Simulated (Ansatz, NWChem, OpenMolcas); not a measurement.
**GeH3Cl (chlorogermane): methods side by side**

GeH3Cl has 5 atoms, charge 0, and is taken as a singlet. SMILES: `[Cl][GeH3]`. The coordinates come from a PBE0-D4/def2-TZVP relaxation.

Each level gives the electronic atomisation energy (eV). The values are calculated. Electronic energies at fixed atoms, without zero-point motion or spin-orbit coupling.

```json
{"level": "SVWN5/def2-TZVP", "kind": "LDA", "program": "OpenMolcas", "value (eV)": "14.81"}
{"level": "BLYP/def2-TZVP", "kind": "GGA", "program": "NWChem", "value (eV)": "12.75"}
{"level": "PBE/def2-TZVP", "kind": "GGA", "program": "OpenMolcas", "value (eV)": "12.99"}
{"level": "revPBE/def2-TZVP", "kind": "GGA", "program": "Ansatz", "value (eV)": "12.62"}
{"level": "TPSS/def2-TZVP", "kind": "meta-GGA", "program": "OpenMolcas", "value (eV)": "13.48"}
{"level": "PBE0/def2-TZVP", "kind": "global hybrid", "program": "OpenMolcas", "value (eV)": "12.99"}
{"level": "HSE06/def2-TZVP", "kind": "range-separated hybrid", "program": "Ansatz", "value (eV)": "13.00"}
{"level": "PBE-QIDH/def2-TZVP", "kind": "double hybrid", "program": "Ansatz", "value (eV)": "13.06"}
{"level": "MP2/def2-TZVP", "kind": "perturbation theory", "program": "Ansatz", "value (eV)": "12.73"}
{"level": "CCSD/def2-TZVP", "kind": "coupled cluster or CI", "program": "NWChem", "value (eV)": "12.73"}
```

All-electron rows without a relativistic Hamiltonian named are non-relativistic. The values span 12.62 to 14.81 eV. In the correlated wave-function rows the outer d shell of Ge is correlated, in sets not made for it.

The local density approximation stands apart at 14.81 eV, the familiar overbinding of a functional that describes the inhomogeneous densities of free atoms less well than that of the molecule. Gradient corrections stabilise the separated atoms more and remove most of the excess; revPBE, which enhances exchange more strongly at large gradients, goes further than PBE. TPSS moves back up to 13.48 eV, in line with its known tendency to overbind hydrides.

PBE and PBE0 coincide at 12.99 eV, so exact exchange has almost no net effect on this sum over polar single bonds, probably because changes in the Ge–H and Ge–Cl contributions offset each other. The match between MP2 and CCSD at 12.73 eV is not evidence of convergence: connected triples and a larger basis would both normally raise the atomisation energy. BLYP's closeness to these values is therefore no sign of accuracy, and the somewhat higher hybrid results may well lie nearer the correlated limit. The totals do not give the strength of the Ge–Cl bond by itself.
